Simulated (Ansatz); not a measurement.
**From Si(NH2)4 to SiCl4: predicting a member**

Gas-phase molecules. On one Si centre, n of the NH2 ligands are replaced by Cl. The HOMO–LUMO gap y in eV at wB97X-V/def2-TZVPP. Shapes: PBE0-D4/def2-TZVP. Flexible molecules stand in one conformer, not always the lowest. Programs: Ansatz 0.2.0.

```
   molecule  n  y (eV)
   Si(NH2)4  0   11.84
 Si(NH2)3Cl  1   12.59
Si(NH2)2Cl2  2       ?
 Si(NH2)Cl3  3   13.20
      SiCl4  4   13.73
```

Task: Fit y = c + s·n to the known rows and predict Si(NH2)2Cl2.

Result: 
1. Means of the 4 rows: n = 2.00000, y = 12.840.
2. Σ(Δn)² = 10, Σ(Δn·Δy) = 4.39, so the slope is 4.39/10 = 0.439.
3. Intercept: 12.840 − (0.439) × 2.00000 = 11.962. The largest residual of the fit is 0.19.
4. Si(NH2)2Cl2: 11.962 + (0.439) × 2 = 12.84 eV.

The run gave 13.02 eV, so the prediction is off by -0.18 eV, within the largest residual. The step per swap drifts from +0.75 to +0.53 eV. Other levels give for Si(NH2)2Cl2: r2SCAN-D4/def2-TZVPP 7.29; PBE0-D4/def2-TZVPP 8.65 eV. Orbital gaps aren't excitation energies, and the LUMO depends on the basis. At 6 other levels on record the series doesn't rise at every step.

Replacing amide by chloride widens the gap at every step, from 11.84 eV in Si(NH2)4 to 13.73 eV in SiCl4, but not evenly: the smallest increase comes between the second and third chlorides, and the last swap brings a larger one again. The main cause is probably the occupied side. Nitrogen lone pairs lie higher in energy than chlorine 3p lone pairs, so while any NH2 remains the HOMO should be largely nitrogen-based, lowered only indirectly as chlorine withdraws charge and fewer amide lone pairs interact. The final swap removes that donor altogether, which would explain the renewed rise. Chlorine also tends to lower the Si–ligand antibonding orbitals, which works against the widening and could make the order of neighbouring members sensitive to the functional. The straight line therefore serves as a local interpolation, not as evidence that each ligand contributes a fixed increment. Without the separate orbital energies, the shares of HOMO and LUMO in the trend remain undetermined.
